**LB94 highest eigenvalue against the ionisation energy of fifth-period 2+ ions**

The table holds minus the highest occupied Kohn-Sham eigenvalue and the mean radius of that level for 17 ions from Rb²⁺ to Xe²⁺, computed with the radks radial solver (LB94 model potential, non-relativistic, spin-polarised, spherical), beside NIST ionisation energies. The program prints steps, errors and energy-radius exponents, compares the 4d rise with Slater screening, and fits a line with a Hund exchange step at the half-filled shell and a Racah term correction to the nine 4d rows of each column. All errors are positive, from 0.11 to 2.73 eV, and the drops at shell changes are reproduced. The fitted exchange step is about 1.3 eV in the calculation and 3.0 to 3.4 eV in the reference, so the fall from Tc²⁺ to Ru²⁺ is missed. The term correction improves the fit to the largely semi-empirical reference values and is near zero for the spherical calculation.

Fifth-period ions of charge +2 as spherical all-electron Kohn-Sham atoms, computed with the radks radial solver and Libxc 1 (LB94 model potential, non-relativistic, spin-polarised, point nucleus). Each ion has the ground configuration listed by NIST, with open shells filled at highest spin. Minus the highest occupied eigenvalue serves as the estimate of the ionisation energy.

## The fit in Python

```python
# Table: minus highest Kohn-Sham eigenvalue (eV) and mean radius of that level, fifth-period 2+ ions,
# radks radial solver, LB94, non-relativistic, spin-polarised, spherical; NIST ionisation energies.
# Tested: steps and shell changes, energy-radius exponent, Slater screening, Hund exchange step in 4d, term effect.
T = {
    'ion': ['Rb2+', 'Sr2+', 'Zr2+', 'Nb2+', 'Mo2+', 'Tc2+', 'Ru2+', 'Rh2+', 'Pd2+', 'Ag2+', 'Cd2+', 'In2+', 'Sn2+', 'Sb2+', 'Te2+', 'I2+', 'Xe2+'],
    'Z': [37, 38, 40, 41, 42, 43, 44, 45, 46, 47, 48, 49, 50, 51, 52, 53, 54],
    'N': [35, 36, 38, 39, 40, 41, 42, 43, 44, 45, 46, 47, 48, 49, 50, 51, 52],
    'configuration': ['[Ar] 3d10 4s2 4p5', '[Ar] 3d10 4s2 4p6', '[Kr] 4d2', '[Kr] 4d3', '[Kr] 4d4', '[Kr] 4d5', '[Kr] 4d6', '[Kr] 4d7', '[Kr] 4d8', '[Kr] 4d9', '[Kr] 4d10', '[Kr] 4d10 5s1', '[Kr] 4d10 5s2', '[Kr] 4d10 5s2 5p1', '[Kr] 4d10 5s2 5p2', '[Kr] 4d10 5s2 5p3', '[Kr] 4d10 5s2 5p4'],
    'minus_highest_eigenvalue': [39.96, 43.113, 24.12, 26.266, 28.399, 30.512, 31.203, 33.086, 35.056, 37.067, 39.097, 29.452, 31.614, 25.699, 27.953, 30.292, 32.088],  # eV
    'highest_level_mean_radius': [1.6329, 1.5528, 1.9411, 1.8067, 1.691, 1.5904, 1.496, 1.4225, 1.3561, 1.2956, 1.2403, 2.3272, 2.2166, 2.4489, 2.3261, 2.2107, 2.073],  # bohr
    'highest_level': ['4p down', '4p', '4d up', '4d up', '4d up', '4d up', '4d down', '4d down', '4d down', '4d down', '4d', '5s up', '5s', '5p up', '5p up', '5p up', '5p down'],
    'nist': [39.247, 42.88353, 23.17, 25.04, 27.13, 29.55, 28.47, 31.06, 32.93, 34.8, 37.468, 28.04415, 30.506, 25.3235, 27.84, 29.57, 31.05],  # eV
    'nist_kind': ['semi-empirical', 'measured', 'semi-empirical', 'semi-empirical', 'semi-empirical', 'semi-empirical', 'semi-empirical', 'semi-empirical', 'semi-empirical', 'semi-empirical', 'measured', 'measured', 'measured', 'measured', 'measured', 'measured', 'semi-empirical'],
    'nist_unc': [0.003, 0.00019, 0.004, None, 0.12, None, None, None, None, 0.3, 0.006, 0.00012, 0.003, None, 0.04, 0.025, 0.04],  # eV
    'error': [0.713, 0.229, 0.95, 1.23, 1.27, 0.962, 2.73, 2.03, 2.13, 2.27, 1.63, 1.41, 1.11, 0.375, 0.113, 0.722, 1.04],  # eV
}
import numpy as np
from scipy.constants import physical_constants as pc
Ry = pc['Rydberg constant times hc in eV'][0]
cm = pc['electron volt-inverse meter relationship'][0] / 100
ion = [str(s).replace('2+', '') for s in T['ion']]
Z = np.array(T['Z'], int); lev = [str(s) for s in T['highest_level']]
E = np.array(T['minus_highest_eigenvalue'], float); X = np.array(T['nist'], float)
r = np.array(T['highest_level_mean_radius'], float); err = E - X
ix = {s: i for i, s in enumerate(ion)}
print("ion level calc NIST err[eV] err% | step calc, NIST [eV] | <r>[bohr] n*(charge 3) E<r>[Eh bohr]")
for i, s in enumerate(ion):
    st = f"{E[i]-E[i-1]:+7.3f} {X[i]-X[i-1]:+7.3f}" if i else "      -       -"
    print(f"{s:2s} {lev[i]:7s} {E[i]:.3f} {X[i]:.3f} {err[i]:+.3f} {100*err[i]/X[i]:4.1f} | {st} | "
          f"{r[i]:.4f} {3*np.sqrt(Ry/E[i]):.3f} {E[i]/(2*Ry)*r[i]:.3f}")
print("Sr->Zr spans two Z. Rounding: calc 0.0005 eV, NIST up to 0.05 eV; largest stated unc",
      max(float(u) for u in T['nist_unc'] if u is not None), "eV")
print(f"error: mean {err.mean():.3f} eV ({np.mean(100*err/X):.1f}%), min {err.min():.3f} {ion[err.argmin()]}, max {err.max():.3f} {ion[err.argmax()]}")
blocks = {'4p': (37, 38), '4d2-5': (40, 43), '4d6-10': (44, 48), '5s': (49, 50), '5p1-3': (51, 53)}
expo = {}
for k, (a, b) in blocks.items():
    m = (Z >= a) & (Z <= b)
    expo[k] = np.polyfit(np.log(r[m]), np.log(E[m]), 1)[0]
    print(f"{k:6s} slope calc {np.polyfit(Z[m], E[m], 1)[0]:.3f} NIST {np.polyfit(Z[m], X[m], 1)[0]:.3f} eV/Z;"
          f" mean err {err[m].mean():.2f} eV; dlnE/dln<r> {expo[k]:.2f} (limits -1, -2)")
zs = lambda z: z - 36 - 0.35 * (z - 39)   # Slater's rules for 4d
print(f"Cd/Zr energy ratio: Slater Zeff^2 {(zs(48)/zs(40))**2:.2f}, calc {E[ix['Cd']]/E[ix['Zr']]:.2f},"
      f" NIST {X[ix['Cd']]/X[ix['Zr']]:.2f}; radius ratio {r[ix['Cd']]/r[ix['Zr']]:.3f}")
cd5s, cd5p = 27.8879, 21.1601   # further outputs of the Cd2+ run: empty 5s, 5p (binding, eV)
print(f"Cd run gaps 4d-5s {E[ix['Cd']]-cd5s:.2f}, 5s-5p {cd5s-cd5p:.2f} eV; 5s deepens Cd->In {E[ix['In']]-cd5s:.2f} eV;"
      f" <r> In/Cd {r[ix['In']]/r[ix['Cd']]:.2f}")
# further outputs: 4s up/down eigenvalues (eV) of the Mo2+ and Pd2+ runs
print(f"4s up-down gap: Mo (4 unpaired) {86.166-85.9722:.2f} eV, Pd (2 unpaired) {111.502-110.978:.2f} eV")
d = (Z >= 40) & (Z <= 48); n = Z[d] - 38
stab = lambda k: 4.5 if k in (2, 3, 7, 8) else 0.0   # F term below highest-spin average, units of Racah B
t = np.array([stab(k) - stab(k - 1) for k in n])
A = np.column_stack([np.ones(len(n)), n, -1.0 * (n > 5), t])
print("4d fits I = a + b n - D[n>5] + B t(n), eV; residuals (data - fit) Zr..Cd")
P = {}
for name, y in (('calc', E[d]), ('NIST', X[d])):
    for p, lab in ((2, 'line'), (3, '+step'), (4, '+step+term')):
        c = np.linalg.lstsq(A[:, :p], y, rcond=None)[0]; res = y - A[:, :p] @ c; P[name, p] = c
        print(f"{name} {lab}: " + " ".join(f"{q}={v:.3f}" for q, v in zip('abDB', c)) +
              f" rms {np.sqrt(np.mean(res**2)):.3f} worst {ion[2+np.abs(res).argmax()]} | " + " ".join(f"{v:+.2f}" for v in res))
    L = np.array([np.linalg.lstsq(np.delete(A, j, 0), np.delete(y, j), rcond=None)[0] for j in range(len(n))])
    print(f"{name} leave-one-out: D {L[:,2].min():.2f}..{L[:,2].max():.2f}, B {L[:,3].min():.3f}..{L[:,3].max():.3f} eV;"
          f" full fit 4.5B {4.5*c[3]:.2f} eV, B {c[3]*cm:.0f} cm^-1, K=D/5 {c[2]/5:.2f} eV")
print(f"D calc/NIST: step model {P['calc',3][2]/P['NIST',3][2]:.2f}, with term {P['calc',4][2]/P['NIST',4][2]:.2f}")
for name, y in (('calc', E), ('NIST', X)):
    s = lambda a, b: y[ix[b]] - y[ix[a]]
    print(f"{name} step deficit: Tc->Ru vs mean of adjacent steps {(s('Mo','Tc')+s('Ru','Rh'))/2-s('Tc','Ru'):.2f} eV;"
          f" I->Xe vs Te->I {s('Te','I')-s('I','Xe'):.2f}, vs mean Sb..I {s('Sb','I')/2-s('I','Xe'):.2f} eV")
print(f"error jump Tc->Ru {err[ix['Ru']]-err[ix['Tc']]:.2f} eV, I->Xe {err[ix['Xe']]-err[ix['I']]:.2f} eV")
assert (err > 0).all()
assert E[ix['Ru']] > E[ix['Tc']] and X[ix['Ru']] < X[ix['Tc']]
assert P['NIST', 3][2] > P['calc', 3][2] > 0
assert all(-2 < expo[k] < -1 for k in ('4d2-5', '4d6-10', '5p1-3'))
```

It prints:

```
ion level calc NIST err[eV] err% | step calc, NIST [eV] | <r>[bohr] n*(charge 3) E<r>[Eh bohr]
Rb 4p down 39.960 39.247 +0.713  1.8 |       -       - | 1.6329 1.751 2.398
Sr 4p      43.113 42.884 +0.229  0.5 |  +3.153  +3.637 | 1.5528 1.685 2.460
Zr 4d up   24.120 23.170 +0.950  4.1 | -18.993 -19.714 | 1.9411 2.253 1.721
Nb 4d up   26.266 25.040 +1.226  4.9 |  +2.146  +1.870 | 1.8067 2.159 1.744
Mo 4d up   28.399 27.130 +1.269  4.7 |  +2.133  +2.090 | 1.6910 2.076 1.765
Tc 4d up   30.512 29.550 +0.962  3.3 |  +2.113  +2.420 | 1.5904 2.003 1.783
Ru 4d down 31.203 28.470 +2.733  9.6 |  +0.691  -1.080 | 1.4960 1.981 1.715
Rh 4d down 33.086 31.060 +2.026  6.5 |  +1.883  +2.590 | 1.4225 1.924 1.730
Pd 4d down 35.056 32.930 +2.126  6.5 |  +1.970  +1.870 | 1.3561 1.869 1.747
Ag 4d down 37.067 34.800 +2.267  6.5 |  +2.011  +1.870 | 1.2956 1.818 1.765
Cd 4d      39.097 37.468 +1.629  4.3 |  +2.030  +2.668 | 1.2403 1.770 1.782
In 5s up   29.452 28.044 +1.408  5.0 |  -9.645  -9.424 | 2.3272 2.039 2.519
Sn 5s      31.614 30.506 +1.108  3.6 |  +2.162  +2.462 | 2.2166 1.968 2.575
Sb 5p up   25.699 25.323 +0.376  1.5 |  -5.915  -5.183 | 2.4489 2.183 2.313
Te 5p up   27.953 27.840 +0.113  0.4 |  +2.254  +2.517 | 2.3261 2.093 2.389
I  5p up   30.292 29.570 +0.722  2.4 |  +2.339  +1.730 | 2.2107 2.011 2.461
Xe 5p down 32.088 31.050 +1.038  3.3 |  +1.796  +1.480 | 2.0730 1.953 2.445
Sr->Zr spans two Z. Rounding: calc 0.0005 eV, NIST up to 0.05 eV; largest stated unc 0.3 eV
error: mean 1.229 eV (4.1%), min 0.113 Te, max 2.733 Ru
4p     slope calc 3.153 NIST 3.637 eV/Z; mean err 0.47 eV; dlnE/dln<r> -1.51 (limits -1, -2)
4d2-5  slope calc 2.131 NIST 2.123 eV/Z; mean err 1.10 eV; dlnE/dln<r> -1.18 (limits -1, -2)
4d6-10 slope calc 1.977 NIST 2.174 eV/Z; mean err 2.16 eV; dlnE/dln<r> -1.21 (limits -1, -2)
5s     slope calc 2.162 NIST 2.462 eV/Z; mean err 1.26 eV; dlnE/dln<r> -1.45 (limits -1, -2)
5p1-3  slope calc 2.297 NIST 2.123 eV/Z; mean err 0.40 eV; dlnE/dln<r> -1.61 (limits -1, -2)
Cd/Zr energy ratio: Slater Zeff^2 5.88, calc 1.62, NIST 1.62; radius ratio 0.639
Cd run gaps 4d-5s 11.21, 5s-5p 6.73 eV; 5s deepens Cd->In 1.56 eV; <r> In/Cd 1.88
4s up-down gap: Mo (4 unpaired) 0.19 eV, Pd (2 unpaired) 0.52 eV
4d fits I = a + b n - D[n>5] + B t(n), eV; residuals (data - fit) Zr..Cd
calc line: a=20.825 b=1.803 rms 0.350 worst Tc | -0.31 +0.03 +0.36 +0.67 -0.44 -0.36 -0.20 +0.01 +0.24
calc +step: a=20.225 b=2.028 D=1.349 rms 0.099 worst Zr | -0.16 -0.04 +0.06 +0.15 +0.16 +0.01 -0.05 -0.06 -0.06
calc +step+term: a=20.272 b=2.015 D=1.289 B=-0.011 rms 0.095 worst Tc | -0.13 -0.05 +0.02 +0.17 +0.13 +0.05 -0.05 -0.10 -0.03
calc leave-one-out: D 1.03..1.59, B -0.021..0.001 eV; full fit 4.5B -0.05 eV, B -90 cm^-1, K=D/5 0.26 eV
NIST line: a=19.999 b=1.660 rms 0.764 worst Ru | -0.15 +0.06 +0.49 +1.25 -1.49 -0.56 -0.35 -0.14 +0.87
NIST +step: a=18.674 b=2.157 D=2.982 rms 0.188 worst Ag | +0.18 -0.10 -0.17 +0.09 -0.16 +0.27 -0.02 -0.30 +0.21
NIST +step+term: a=18.379 b=2.241 D=3.361 B=0.070 rms 0.052 worst Mo | -0.01 -0.06 +0.10 -0.03 +0.01 +0.04 -0.02 -0.07 +0.04
NIST leave-one-out: D 3.30..3.42, B 0.063..0.084 eV; full fit 4.5B 0.32 eV, B 566 cm^-1, K=D/5 0.67 eV
D calc/NIST: step model 0.45, with term 0.38
calc step deficit: Tc->Ru vs mean of adjacent steps 1.31 eV; I->Xe vs Te->I 0.54, vs mean Sb..I 0.50 eV
NIST step deficit: Tc->Ru vs mean of adjacent steps 3.59 eV; I->Xe vs Te->I 0.25, vs mean Sb..I 0.64 eV
error jump Tc->Ru 1.77 eV, I->Xe 0.32 eV
```
